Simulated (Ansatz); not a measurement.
# Ligand exchange: CHF3S + SiH3(SiH3) → SiH3(CF3) + SiH3(SH)

Species: CHF3S (trifluoromethanethiol) `FC(F)(F)S`, singlet; SiH3(SiH3) (disilane), singlet; SiH3(CF3), singlet; SiH3(SH), singlet. The partners trade SH for SiH3: C–SH and Si–SiH3 bonds give way to C–SiH3 and Si–SH.

Shapes, held fixed at every level: PBE0-D4/def2-TZVP. Programs: Ansatz 0.2.0. The zero-point and thermal change to 298 K, harmonic and unscaled (PBE0-D4/def2-TZVP), is +1.4 kJ/mol.

```tsv
level	kind	ΔH(298 K) (kJ/mol)	less CCSD(T)/CBS estimate
HF/def2-SVP	Hartree–Fock	-86.5	-4.9
r2SCAN-D4/def2-TZVPP	meta-GGA	-73.3	+8.3
B3LYP-D4/def2-TZVPP	global hybrid	-78.8	+2.8
PBE0-D4/def2-TZVPP	global hybrid	-69.1	+12.5
r2SCAN0-D4/def2-TZVPP	global hybrid	-74.9	+6.7
B2PLYP/def2-TZVPP	double hybrid	-82.4	-0.8
CCSD(T)/def2-SVP	coupled cluster or CI	-65.2	+16.4
CCSD(T)/CBS estimate	coupled cluster or CI	-81.6	0.0
```

The highest level, CCSD(T)/CBS estimate, gives ΔH(298 K) = -81.6 kJ/mol; the levels span -86.5 to -65.2. The column of differences is taken from that level and isn't an error. No measured value is set beside it here. The CBS estimate extrapolates MP2 from def2-TZVPP and def2-QZVPP and adds CCSD(T) − MP2 in the triple-zeta set, cores frozen.

Every level makes the exchange clearly exothermic, and the thermal correction of +1.4 kJ/mol is small, so the driving force is electronic. Carbon and sulfur have similar electronegativities, and the Si–Si bond is homopolar, so the reactants hold two bonds with little ionic stabilisation. The products pair electropositive silicon with carbon and with sulfur, gaining bond polarity in both. Fluorination probably tempers this gain: it leaves the carbon positively charged and less suited to bonding with silicon, and the exchange also gives up sulfur lone-pair donation into the C–F σ* orbitals.

In the def2-SVP basis, correlation takes the enthalpy from -86.5 to -65.2 kJ/mol, yet the coupled-cluster value returns to -81.6 at the basis-set limit. Hartree–Fock's closeness to that limit therefore probably reflects cancellation between missing correlation and a small basis. The sign of the reaction enthalpy is well supported, but it gives no indication of the barrier to breaking the C–S and Si–Si bonds.
